Two small molecules differ in a single atom. Each has a flat aluminium centre that carries one hydrogen, an SnH₃ group and a second end group, which is CH₃ in one molecule and SiH₃ in the other. The table lists their vibrations in rising order as wavenumbers in cm⁻¹, and the column "Si over C" divides the silicon value by the carbon value in the same row.

Unscaled harmonic wavenumbers of CH₃–AlH–SnH₃ (* = C) and SiH₃–AlH–SnH₃ (* = Si), computed with Ansatz 0.2.0 at the PBE0-D4/def2-TZVP level, at minima from the same level. All modes are in rising order and matched by order alone, so a row can pair different motions. The standard atomic weights are 12.0 for C and 28.1 for Si.

| mode | * = C (cm⁻¹) | * = Si (cm⁻¹) | Si over C |
| --- | --- | --- | --- |
| 1 | 14.1 | 9.5 | 0.67 |
| 2 | 18.8 | 26.5 | 1.41 |
| 3 | 111.8 | 68.5 | 0.61 |
| 4 | 264.2 | 251.1 | 0.95 |
| 5 | 285.6 | 270.4 | 0.95 |
| 6 | 342.2 | 323.7 | 0.95 |
| 7 | 392.8 | 324.0 | 0.82 |
| 8 | 544.9 | 404.2 | 0.74 |
| 9 | 622.1 | 449.5 | 0.72 |
| 10 | 649.7 | 476.0 | 0.73 |
| 11 | 678.6 | 596.2 | 0.88 |
| 12 | 738.4 | 682.4 | 0.92 |
| 13 | 739.6 | 734.5 | 0.99 |
| 14 | 763.2 | 737.2 | 0.97 |
| 15 | 1214.6 | 856.1 | 0.70 |
| 16 | 1433.1 | 931.7 | 0.65 |
| 17 | 1440.2 | 937.2 | 0.65 |
| 18 | 1896.2 | 1901.5 | 1.00 |
| 19 | 1908.6 | 1912.5 | 1.00 |
| 20 | 1910.6 | 1912.8 | 1.00 |
| 21 | 1911.9 | 1920.7 | 1.00 |
| 22 | 3032.3 | 2192.9 | 0.72 |
| 23 | 3102.6 | 2200.0 | 0.71 |
| 24 | 3138.4 | 2212.3 | 0.70 |

A vibration is slow for one of two reasons: what moves is heavy, or what pulls it back is soft. For a mass μ on a spring of force constant k, the wavenumber is proportional to √(k/μ). Silicon is more than twice as heavy as carbon, so mass is the obvious suspect wherever a wavenumber falls.

### Rows 1 and 2: does silicon slow the softest motions?

The first ratio is 0.67 and the second 1.41, which would mean that silicon slows one motion and speeds up the other. The limiting case of free rotation shows why neither ratio should be read that way. An end group that turns about its bond with no resistance has a wavenumber of zero. These rows lie so close to zero that they are most likely the near-free turning of the two end groups.

The changes behind the ratios are only −5 and +8 cm⁻¹. Values this small depend on fine numerical settings, and a harmonic spring is a poor picture of a group that can turn almost freely. The two molecules also stand in different rotational positions. Seen along the bond from the end group to aluminium, one methyl hydrogen eclipses the Al–Sn bond, while its silyl counterpart eclipses the Al–H bond. No digit of these two ratios should be used to compare carbon with silicon.

### Rows 3 to 14: does a row hold the same motion in both columns?

Not necessarily, because the rows are matched by their order alone. In this range the heavy atoms stretch and bend against each other, the end groups rock, and the hydrogens on tin and aluminium bend. If silicon lowers one motion past another, the two change places, and a row then divides one kind of motion by another.

Rows 12 to 14 show how this can mislead. Carbon has a close pair at 738 and 740 cm⁻¹ in rows 12 and 13, and silicon has one at 735 and 737 cm⁻¹ in rows 13 and 14. If these are the same two motions, perhaps bends of the SnH₃ group, they hardly change at all. The ratio of 0.92 in row 12 would then come from a changed order and not from a softer bond. The shapes of the vibrations would decide the matter.

This is also the range in which the mass of the end group should count most. When the bond from aluminium to carbon or silicon stretches, the end group moves nearly as one block, and that block is about twice as heavy with silicon. The bond itself grows from 1.95 to 2.46 Å, which suggests a softer spring as well. Both changes push the same way, so a lower wavenumber in this range would not tell them apart.

### Rows 15 to 17: why do the bends of the end group fall by a third?

These rows fit the motions in which the three hydrogens of the end group close and open like an umbrella or scissor against each other. The mean ratio is 0.67. Almost all the movement is done by hydrogen, and hydrogen is the same in both molecules.

To see what changes, take the limit in which the central atom stands still and one hydrogen swings about it on an arm of length r. Its moment of inertia is the hydrogen mass times r². The arm grows from 1.10 Å for C–H to 1.49 Å for Si–H, so the swing becomes slower even if the resistance to a change of angle stays the same. That resistance may change too, and a real carbon atom recoils more than silicon, which raises its wavenumbers somewhat. The wavenumbers alone do not separate these effects.

In this limit the longer arm alone would give a ratio of 1.10/1.49 = 0.74, so the size of the central atom can account for much of the fall. It holds its hydrogens further out, where the same twist gives a weaker sideways pull on each of them.

### Rows 18 to 21: why do four vibrations ignore the exchange?

Their number and position fit three Sn–H stretches and one Al–H stretch. Within each row the wavenumber changes by less than half a per cent. Even if the four were paired differently, the largest possible step would be from 1896 to 1921 cm⁻¹, little more than one per cent.

A bond stretch ignores an exchange elsewhere in the molecule when two conditions hold: its own spring stays the same, and no vibration of the exchanged group has a similar wavenumber and could mix with it. Both appear to hold here. The Sn–H bonds measure about 1.72 Å in both molecules, and the Al–H bond changes by at most about 0.01 Å. The nearest vibrations of the CH₃ or SiH₃ group lie hundreds of cm⁻¹ away on either side.

The Al–H bond is the sharper test, since aluminium is bonded directly to the exchanged atom. Whichever of the four rows holds its stretch, it barely responds. A band near 1900 cm⁻¹ would therefore not reveal which of the two end groups is present, and its position alone would not tell Al–H from Sn–H either. The remaining shifts of 2 to 9 cm⁻¹ are too small to deserve a chemical explanation.

### Rows 22 to 24: is the heavier atom the reason for the fall?

These are the C–H stretches in one column and the Si–H stretches in the other, and their mean ratio is 0.71. When two atoms vibrate against each other, the mass that counts is the reduced mass, μ = m₁m₂/(m₁ + m₂). It lies close to the lighter mass, because the light atom does most of the moving.

For C–H this gives 12.0 × 1.008/13.008 = 0.930, and for Si–H 28.1 × 1.008/29.108 = 0.973, in atomic mass units. With an unchanged spring, the ratio of the wavenumbers would be √(0.930/0.973) = 0.98.

Mass alone thus explains a fall of about 2 per cent, where the table shows nearly 30. The limiting case makes the point more strongly. An infinitely heavy central atom would raise μ only to the hydrogen mass, 1.008, and the ratio would still be √(0.930/1.008) = 0.96.

The rest must come from the spring. Since the wavenumber goes as the square root of k, the force constant of Si–H is (0.71/0.98)² ≈ 0.5 times that of C–H. This treats each bond as a separate pair of atoms, so "about half" is as precise as the result should be stated.

A plausible chemical reason lies in size. Silicon has a larger filled core than carbon, and its valence orbitals reach further out, so the hydrogen settles at a greater distance. There the energy usually rises less steeply when the bond is stretched, which means a softer spring. The table carries the trend further down the group, because the Sn–H stretches in the rows above lie lower still, near 1900 cm⁻¹. A GeH₃ group should accordingly have its stretches between those of SiH₃ and SnH₃.

The wavenumbers are harmonic and lie a few per cent above what a spectrum would show. Much of that excess is common to both columns and drops out of the ratio. It is far too small to change the verdict on mass and spring.

### What would happen if the methyl hydrogens were replaced by deuterium?

The C–H stretches would fall to somewhat above 0.7 of their values, close to what the exchange of carbon for silicon does. The cause would be the opposite one. Deuterium leaves the electrons, and with them the spring, unchanged, but it nearly doubles the reduced mass. Silicon leaves the reduced mass almost unchanged and halves the spring.

A ratio near 0.7 therefore does not reveal its own origin. What matters is which atom was exchanged: the light one that moves, or the heavy one that holds it. The same substitution would help in the crowded middle of the table, where the vibrations that shift strongly would be those in which the methyl hydrogens take part.

### Does the mass of the central atom leave any trace in the stretches?

It probably does, in their spacing. The three C–H stretches are spread over 106 cm⁻¹, the three Si–H stretches over only 19 cm⁻¹.

Suppose again that the central atom were infinitely heavy. It would not recoil, and no hydrogen could feel the others through its motion. A light central atom does recoil, and it does so more when some bonds lengthen while others shorten than when all three lengthen together. More recoil means a smaller effective mass and a higher wavenumber, so the stretches of mixed direction rise above the one in which all three bonds lengthen together. Carbon is lighter than silicon and recoils more, which should widen this gap.

Theory gives this direction clearly. But the stiffer C–H spring also widens the gap, since it raises all three wavenumbers in proportion. Direct forces between the bonds and the different rotational positions of the end groups may affect the spacing as well, so the whole difference should not be credited to recoil.

### What survives if the rows are paired wrongly?

The sum down each column survives, because it does not depend on the order. Half of that sum is the harmonic zero-point energy, the energy that the vibrations keep even at absolute zero. It is lower for the silicon compound by about 2400 cm⁻¹, or 29 kJ/mol.

The three stretches of the end group supply 55 per cent of this difference and its three bends another 28 per cent. Six vibrations, in which mostly hydrogen moves, thus account for more than four fifths of the effect of exchanging a heavy atom. The whole crowded range from row 4 to row 14 adds only 16 per cent.

In a reaction model, the doubtful first two rows need care of their own. They hardly touch the zero-point energy, because they are so small. In a harmonic entropy they weigh heavily for the same reason, since that entropy grows without bound as a wavenumber approaches zero. Those two motions should be treated as hindered rotations before an entropy is taken from this table.
